# Worked problem: constraint counting in vitreous SiO₂ and a fluorinated silica dielectric

## Statement

A periodic model of v-SiO₂ holds 216 Si and 432 O atoms. Typical or assumed inputs:

- coordinations $r_\mathrm{Si}=4$, $r_\mathrm{O}=2$ (all O bridging), $r_\mathrm{F}=1$
- density $\rho = 2.20$ g cm⁻³, molar mass $M = 60.08$ g mol⁻¹
- bond lengths and the angles at Si act as constraints
- a fraction $p$ of the Si–O–Si angles act as constraints, and the rest are broken

(a) Find the cell size. (b) Count constraints for $p=1$ and $p=0$. (c) Replace 18 bridging O by 36 terminal F, as in an interconnect dielectric, at an assumed unchanged volume. Find the net floppy-mode density for $p=0$ and the $p$ that restores isostaticity. (d) What does the count imply for the shear modulus $G$?

## Solution

### Why the count holds

In an unstressed network, small displacements $\mathbf u$ of $N$ atoms in $d$ dimensions violate the $N_c$ constraints by $\mathbf e = C\mathbf u$, where $C$ is an $N_c\times dN$ matrix. Zero modes span the null space of $C$, so $N_0 = dN-\operatorname{rank}C$, rigid motions included. States of self-stress (redundant constraints) span the null space of $C^T$, so $N_{ss}=N_c-\operatorname{rank}C$. Subtracting gives Maxwell's rule (1864) in Calladine's form (1978):

$$N_0-N_{ss}=dN-N_c .$$

For central forces with mean coordination $z$, $N_c=zN/2$, and the right side vanishes at $z=2d$.

In a 3D covalent network an $r$-fold atom owns $r/2$ stretching constraints, because each bond is shared. Its bond directions need $2r$ angles, three of which rotate the whole star, which leaves $2r-3$ bending constraints for $r\ge2$. Si therefore has 5 independent angles, not 6: one SiO₄ unit with 4 bonds and 6 angles has $15-10=5=N_0-N_{ss}$, with $N_0=6$ and $N_{ss}=1$.

With $n_c=N_c/N$, define the net floppy fraction $f=(N_0-N_{ss})/3N=1-n_c/3$. Two corrections enter. A one-fold atom has 0 bending constraints while $2r-3$ gives $-1$, so add $x_1$, the atomic fraction of one-fold atoms. A two-fold atom with a broken angle loses 1, so subtract $x_b$, the atomic fraction of such atoms. With $\langle r\rangle$ averaged over all atoms,

$$n_c=\tfrac52\langle r\rangle-3+x_1-x_b,\qquad f=2-\tfrac56\langle r\rangle-\tfrac13x_1+\tfrac13x_b ,$$

$$f=\tfrac56\,(r_c-\langle r\rangle),\qquad r_c=2.4-0.4\,x_1+0.4\,x_b .$$

For $x_1=x_b=0$ this is the threshold of Phillips (1979) and Thorpe (1983). The $x_b$ term was applied to oxides by Zhang and Boolchand (1994). The count is a global average: $f$ is a lower bound on $N_0/3N$, and a negative $f$ signals redundancy.

### (a) Cell

$$V=\frac{216\times 60.08\ \mathrm{g\,mol^{-1}}}{2.20\ \mathrm{g\,cm^{-3}}\times N_A}=9.80\times10^{-21}\ \mathrm{cm^3}=9.80\ \mathrm{nm^3},$$

a cube of edge 2.14 nm.

### (b) Pure SiO₂

$N=648$ atoms give $3N=1944$ degrees of freedom. The mean coordination is $\langle r\rangle=(4+2\times2)/3=2.667$. There are $4\times216=864$ bonds and $5\times216=1080$ angles at Si.

| | $N_c$ | $n_c$ (per atom) | $x_b$ | $r_c$ | $f$ | $N_0-N_{ss}$ |
|---|---|---|---|---|---|---|
| $p=1$ | 2376 | 3.667 | 0 | 2.400 | −0.222 | −432 |
| $p=0$ | 1944 | 3.000 | 0.667 | 2.667 | 0 | 0 |

With every angle counted the model is overconstrained, with a net redundancy of $432/9.80\ \mathrm{nm^3}=44.1$ nm⁻³. With the oxygen angles broken, $r_c$ rises to exactly $8/3=\langle r\rangle$ and the model is isostatic. The motive for $p=0$ is structural: Si–O–Si angles typically spread over tens of degrees and O–Si–O angles over several degrees, so the tetrahedra behave as stiff units on soft hinges. In between, $x_b=\tfrac23(1-p)$ and $f=-2p/9$.

**Cross-check with central forces.** Represent each rigid tetrahedron by its 6 O–O edges. Si is then slaved to its four corners. Each O belongs to two tetrahedra and has $z=6=2d$ neighbours. The $6\times216=1296$ bars match the $3\times432=1296$ degrees of freedom.

### (c) Fluorinated network

The cell now holds 216 Si, 414 O and 36 F, so $N=666$ and $3N=1998$. Every Si keeps four bonds and five angles, so $N_c=864+1080=1944$ at $p=0$ and

$$N_0-N_{ss}=1998-1944=54,\qquad f=54/1998=0.0270 .$$

The formula gives the same. Here $x_1=36/666=0.0541$ (5.4 at.% F), $x_b=414/666=0.6216$, and

$$\langle r\rangle=\frac{864+828+36}{666}=2.5946,\qquad r_c=2.4-0.0216+0.2486=2.6270,$$

so $f=\tfrac56\times0.0324=0.0270$. The edge picture also matches: 450 corners carry 1350 degrees of freedom against 1296 bars, again 54. In general, $y$ F per Si leave $(4-y)/2$ shared corners per Si. Each tetrahedron has 6 degrees of freedom and each shared corner removes 3, so the net count is $6-3(4-y)/2=3y/2$ per Si, or 1.5 per F atom.

The model's net floppy-mode density is $54/9.80\ \mathrm{nm^3}=5.5$ nm⁻³, or $5.5\times10^{21}$ cm⁻³. Three of the zero modes are translations of the cell contents, 6% of 54, a finite-size share that vanishes for large cells.

The neglected oxygen angles outweigh this effect. There are 414 of them, 7.7 times the 54 modes released by fluorine. Isostaticity returns when $414\,p=54$:

$$p^*=\frac{3y}{4-y}=0.130\quad (y=1/6).$$

The sign of $f$ thus rests on the assumed $p$: if more than 13% of the hinges act as constraints, the fluorinated model is overconstrained.

### (d) Shear modulus

Take pure SiO₂ at $p=0$ and let the cell deform. Six strain components raise the degrees of freedom to 1950 against 1944 constraints, so $N_0\ge6$. Suppose the 3 translations are the only zero modes at fixed cell. Then at least 3 independent strains cost no energy once the atoms relax. The volume-conserving strains form a 5-dimensional subspace of the 6-dimensional strain space, so at least $3+5-6=2$ pure shears are free. An isotropic solid has a single shear modulus, so the model gives $G=0$ GPa.

This zero belongs to the model. A typical shear modulus of vitreous silica is about 31 GPa, so the model misses downward by the whole value. A "broken" angle is a weaker spring, not an absent one, and Si–O–Si bending together with longer-range forces supplies the stiffness against these deformations. The count identifies which deformations avoid straining the tetrahedra, and how many fluorine adds. A modulus in GPa requires the force constants of the soft terms.